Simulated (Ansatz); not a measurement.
## MnAl$_{6}$: do energies and stresses tell the same story?

All numbers below come from DFT PBEsol, scalar-relativistic, plane waves, PAW in Ansatz.

Cutoff 420 eV; k points 8×8×4 on the computed 14-atom cell (Γ-centred); Gaussian smearing, width 0.10 eV; no spin polarisation.

Relaxed cell: Cmcm, a = 7.488 Å, b = 6.412 Å, c = 8.756 Å, α = 90.00°, β = 90.00°, γ = 90.00°, 14 atoms in the primitive cell. Whether it is the stable form of this composition wasn't checked.

Energies at zero smearing and pressures from the stress tensor, at volumes with shape and atoms relaxed:
| V (Å³/atom) | E − E(first) (meV/atom) | P (GPa) |
| --- | --- | --- |
| 13.211 | 0.00 | 18.18 |
| 13.661 | -42.96 | 12.52 |
| 14.112 | -71.17 | 7.68 |
| 14.562 | -86.77 | 3.54 |
| 15.012 | -91.59 | 0.00 |
| 15.463 | -87.18 | -3.04 |
| 15.913 | -74.88 | -5.63 |
| 16.514 | -48.20 | -8.49 |

**Question.** Check P = −dE/dV between neighbouring volumes, and get the bulk modulus from the pressures alone.

**Answer.** With 1 eV/Å³ = 160.2 GPa:
```
middle V (Å³/atom)  −ΔE/ΔV (GPa) mean P (GPa)
            13.436        15.281        15.353
            13.886        10.037        10.100
            14.337         5.551         5.607
            14.787         1.713         1.766
            15.238        -1.569        -1.522
            15.688        -4.375        -4.334
            16.213        -7.118        -7.060
```

The two differ by 0.07 GPa at most. The mean of two end pressures misses the average over a step by about ΔV² P″/12, up to 0.07 GPa here; with that taken off 0.01 GPa remains. Around V = 15.012 Å³/atom, the two neighbours give B = −V ΔP/ΔV = 15.012 × 6.58 / 0.901 = 109.6 GPa, against B0 = 109.0 GPa from the Birch–Murnaghan fit of the energies.

Spin polarisation was left out, and a magnetic state may lie lower.

A ferromagnetic start lost its moments in a first run, so spin was left out; other magnetic orders weren't tried.

Cost: 9 runs of about 12 core-minutes in all, on Oxide Virtual Turin-like Processor (Zen 5) (shared hosts).

Energies and stresses tell the same story: the mean pressure lies above the energy slope in every interval, as it must for a convex P(V) curve, so the mismatch comes mainly from the finite steps and not from a faulty stress. The small remainder suggests that Pulay stress is minor. The excess of 109.6 over 109.0 GPa probably has a similar origin, since a central difference overestimates the slope when P(V) steepens ever faster under compression. That steepening reflects short-range repulsion and the rising kinetic energy of the electrons.

The compound is clearly stiffer than elemental aluminium, which fits hybridisation between Mn 3d and Al sp states adding directional bonding to a nearly-free-electron metal. The relaxed axes are slightly shorter than the measured ones, probably because PBEsol overbinds the Mn–Al contacts, with missing thermal expansion adding to the difference. Agreement between the two routes can't reveal such an error, because both derive from the same energy functional.
